Y2AlSi2 is a metal whose Fermi level sits on the steep lower edge of a deep dip in the density of states, about one electron per cell short of it. The dip doesn't separate filled silicon states from empty yttrium states: Y 4d makes up a little over 60 % of the total on both sides. Silicon hands over to yttrium about 1.2 eV below the Fermi level, where the total is still high. So two questions have to be kept apart: which orbitals a state is made of, and how many states there are at its energy.

Density of states of Y2AlSi2 (space group Immm, 5 atoms per cell), computed with Ansatz 0.2.0 using r2SCAN and scalar-relativistic PAW without spin polarisation, a 500 eV cutoff, a 10×10×10 k mesh and 0.1 eV Gaussian smearing. Tetrahedron values are averaged over 0.2 eV bins, with energies from the Fermi level; orbital columns are Löwdin projections summed over sites.

```tsv
energy (eV)	density of states total (states/eV/cell)	DOS Y 4d (states/eV/cell)	DOS Si 3p (states/eV/cell)	DOS Al 3p (states/eV/cell)	DOS Si 3s (states/eV/cell)	DOS Al 3s (states/eV/cell)
-5.75	1.140	0.200	0.400	0.0600	0.2000	0.2300
-5.55	0.860	0.150	0.340	0.0600	0.1000	0.1800
-5.35	0.780	0.130	0.310	0.0600	0.0900	0.1500
-5.15	0.680	0.120	0.260	0.0700	0.0800	0.1200
-4.95	0.720	0.110	0.280	0.0900	0.0700	0.1000
-4.75	0.840	0.120	0.350	0.1200	0.0700	0.0800
-4.55	1.200	0.170	0.560	0.1900	0.0800	0.0700
-4.35	1.480	0.200	0.720	0.2600	0.0800	0.0600
-4.15	1.730	0.240	0.850	0.3100	0.0900	0.0600
-3.95	1.940	0.290	0.950	0.3500	0.0900	0.0700
-3.75	2.320	0.380	1.120	0.4200	0.0900	0.0800
-3.55	1.850	0.320	0.910	0.3100	0.0700	0.0500
-3.35	1.870	0.350	0.920	0.3000	0.0800	0.0500
-3.15	1.970	0.370	0.980	0.3600	0.0700	0.0500
-2.95	2.390	0.460	1.250	0.3700	0.0800	0.0400
-2.75	2.780	0.560	1.510	0.3900	0.0800	0.0400
-2.55	2.910	0.590	1.660	0.3500	0.0800	0.0400
-2.35	3.340	0.650	2.020	0.3600	0.0800	0.0300
-2.15	2.100	0.460	1.050	0.3700	0.0900	0.0300
-1.95	2.170	0.580	1.040	0.3600	0.0500	0.0200
-1.75	2.020	0.630	0.910	0.3000	0.0500	0.0200
-1.55	4.760	1.560	2.050	0.7500	0.1100	0.0400
-1.35	3.630	1.420	1.500	0.4600	0.0800	0.0300
-1.15	2.880	1.210	1.020	0.4500	0.0600	0.0200
-0.95	2.810	1.300	0.770	0.4900	0.0300	0.0700
-0.75	2.390	1.180	0.660	0.3000	0.0200	0.0700
-0.55	2.650	1.490	0.590	0.2500	0.0300	0.1000
-0.35	2.950	1.830	0.530	0.2300	0.0600	0.1000
-0.15	2.950	1.890	0.500	0.1900	0.0900	0.0800
0.05	2.170	1.340	0.380	0.1300	0.1000	0.0600
0.25	1.110	0.690	0.200	0.0600	0.0500	0.0300
0.45	1.040	0.640	0.190	0.0700	0.0400	0.0200
0.65	0.980	0.620	0.160	0.0700	0.0300	0.0200
0.85	1.070	0.680	0.160	0.0800	0.0300	0.0200
1.05	1.460	0.900	0.210	0.1100	0.0500	0.0500
1.25	2.180	1.340	0.320	0.1500	0.0800	0.0800
1.45	2.550	1.580	0.360	0.1600	0.0900	0.1100
1.65	3.460	2.180	0.440	0.1900	0.1000	0.1800
1.85	3.080	1.880	0.380	0.1700	0.0900	0.2000
2.05	3.190	1.950	0.360	0.1600	0.1100	0.2200
```

The total counts states of both spins per eV and cell, and energies run from the Fermi level. The other columns tell how much of that total sits in one kind of atomic orbital. Dividing such a column by the total of the same row gives a share, and the shares do most of the work below. They and the electron counts are printed after this text.

**From silicon to yttrium**

The order of the orbitals follows the order of the atomic levels. An s electron comes closer to the nucleus than a p electron of the same shell and is bound more tightly, so the s states lie deepest. At -5.75 eV, Si 3s and Al 3s together still make 38 % of the total, and at -4.35 eV only 9 %. The trough at -5.15 eV lies between this s-rich group, which already holds a good deal of Si 3p, and the states above it, which are mainly p. Most of the Si 3s electrons are deeper than the first row, so the small Si 3s values in the table do not mean an empty shell.

Above the trough Si 3p is at first the largest part. Silicon attracts electrons more strongly than yttrium or aluminium does, and Si 3p is larger than Y 4d in every row up to -1.35 eV. From -1.15 eV upwards the order is reversed in every row. The change is gradual because the orbitals of neighbouring atoms mix: the lower combination leans towards silicon but takes some Y 4d with it, and the upper one leans the other way.

The amount of that mixing is considerable. The rows up to the Fermi level hold 3.9 electrons of Y 4d character per cell, and about half of them lie below -1.25 eV, where Si 3p leads. Some of this may be the tails of silicon orbitals that reach into the yttrium region and are counted there. The charges obtained by dividing up the electron density (Bader charges) point the same way, with +1.5 on yttrium in place of the +3 of a bare ion.

**Why yttrium states are filled at all**

A simple electron count explains why the filling goes on into the yttrium-rich region. The calculation treats 33 electrons per cell, of which 16 belong to the closed 4s and 4p shells of the two yttrium atoms. That leaves 17 for bonding. The silicon atoms form pairs 2.40 Å apart. A pair with one single bond and three lone pairs on each atom has room for 14 electrons, so three are left for other states.

Between -1.25 eV, where the lead changes, and the Fermi level, the table holds 3.4 electrons. The count thus gives the right size for the yttrium-rich part of the filled band. It is bookkeeping and not a map of charge: Si 3p still supplies about a quarter of the states in that region, and the Bader charge of silicon is -1.9, not the -3 that the count assigns to it. What survives the mixing is the number of states, and that is what decides how far the bands are filled.

**The dip and the missing electron**

From -0.15 to 0.65 eV the total falls by a factor of three. If this were a gap between silicon and yttrium states, the composition would change across it. Yet from -0.35 to 2.05 eV the Y 4d share stays between 61 and 64 %. The dip has fewer states, but their yttrium content is much the same.

The likely cause is a splitting within the yttrium-rich states. Two yttrium atoms bring ten 4d orbitals, with room for 20 electrons, while the yttrium-rich states below the dip hold only about four. Most of the 4d states therefore lie above it. Combinations that overlap well and in phase with their neighbours go down in energy; those that overlap little or out of phase stay higher. Both groups consist largely of Y 4d, so the energies separate while the shares stay alike. This is an argument from bonding theory: the Y 4d column adds up all five 4d orbitals of each atom and shows neither which of them is present nor its phase.

The band energies of the same calculation show why the dip doesn't reach zero. At one k point (one electron wavelength and direction in the crystal), nine valence bands lie below the Fermi level and the next band is about 2 eV above the ninth. At another, only seven lie below, and the eighth and ninth have risen to about 1 eV. On the way they pass through the energy of the dip and leave states there. The result is a pseudogap: gaps at single k points, but none that is common to the whole crystal.

Nine filled bands would take 18 electrons, and the cell has 17. Where would the Fermi level go if the eighteenth were added and the bands stayed as they are? The row at 0.05 eV covers the range from -0.05 to 0.15 eV, so 0.15 eV of it lies above the Fermi level; each later row is 0.2 eV wide. Width times density gives the electrons that fit in:

- up to 0.15 eV: 0.15 × 2.17 = 0.33
- up to 0.35 eV: 0.2 × 1.11 = 0.22, in all 0.55
- up to 0.55 eV: 0.2 × 1.04 = 0.21, in all 0.76
- up to 0.75 eV: 0.2 × 0.98 = 0.20, in all 0.95

The remaining 0.05 electron needs another 0.05 eV at a density of 1.07, so the Fermi level arrives at 0.80 eV. That is 0.15 eV past the minimum but still in the low part of the dip, as the count of nine bands suggests. The weak point is the assumption of fixed bands: a real change of composition also alters the potential and the distances between the atoms, and a whole electron per cell is a large change.

**Two kinds of peak**

The shares also sort out the irregular rows. Between -1.75 and -1.55 eV the total rises by a factor of 2.4, the sharpest jump in the table. The Si 3p share barely moves, from 45 to 43 %, and the Y 4d share changes just as little. The mixture is the same and there is simply more of it. This happens where bands run flat, because many k points then have nearly the same energy. The height of such a narrow peak depends on how densely the k points are set, and with a single mesh it should not be read too finely.

The drop after -2.35 eV is of the other kind. The total loses more than a third of its value in one step, and 78 % of the loss is Si 3p, while Al 3p stays where it was. The states that drop out here are richer in silicon than those that remain, so the composition changes along with the number of states. Flat bands may shape this peak too; what sets it apart is its make-up.

**What to do with it**

The electronic heat capacity at low temperature is proportional to the density of states at the Fermi level, and on a steep edge that value changes quickly with the position of the level. The row at 0.05 eV averages over the edge and gives 2.17; the value that the run gives at the Fermi level itself is higher, about 2.4 states per eV and cell. With the bands held fixed, a few tenths of an electron more per cell would lower it markedly, while a few tenths less would leave it high. A small error in composition can therefore count for more in one direction than in the other.

For a related compound, the same order of work applies. Count the valence electrons first, then see how many the bonded units of the electronegative atoms can take, and only then look for the dip and ask whether the count reaches it. Before a dip is called a gap between two kinds of atom, compare the shares on its two sides. In Y2AlSi2 this comparison shows that the dip is not a gap between silicon and yttrium states, but it leaves open which contacts cause the splitting: those between yttrium atoms, or those of yttrium with the aluminium–silicon layer. Projections on the single 4d orbitals, together with an analysis that keeps the sign of the orbital overlap bond by bond, would help to decide it.

Numerical output:

```
valence electrons per cell without Y 4s and 4p: 17
electrons per cell in the window up to the Fermi level: 12.53
valence electrons per cell below the window: 4.469
share of Si 3s plus Al 3s at -5.75 eV, percent: 37.72
share of Si 3s plus Al 3s at -4.35 eV, percent: 9.459
Si 3p share from -4.55 to -1.75 eV, percent: 51.29
Y 4d share from -4.55 to -1.75 eV, percent: 19.49
Si 3p share from -1.15 to -0.15 eV, percent: 24.47
Y 4d share from -1.15 to -0.15 eV, percent: 53.52
total at -1.55 eV over total at -1.75 eV, ratio: 2.356
Si 3p share at -1.75 eV, percent: 45.05
Si 3p share at -1.55 eV, percent: 43.07
Y 4d share at -1.75 eV, percent: 31.19
Y 4d share at -1.55 eV, percent: 32.77
fall of the total from -2.35 to -2.15 eV, states/eV/cell: 1.24
part of that fall in Si 3p, percent: 78.23
total at -0.15 eV over total at 0.65 eV, ratio: 3.01
lowest Y 4d share from -0.35 to 2.05 eV, percent: 61.04
highest Y 4d share from -0.35 to 2.05 eV, percent: 64.07
electrons per cell from the Fermi level to 0.65 eV: 0.8535
Fermi level after one more electron per cell in unchanged bands, eV: 0.7953
electrons per cell from -1.25 eV to the Fermi level: 3.435
electrons per cell left after 14 for a singly bonded Si2 pair: 3
Y 4d electrons per cell in the window up to the Fermi level: 3.859
Y 4d electrons per cell in the window below -1.25 eV: 2.012
```
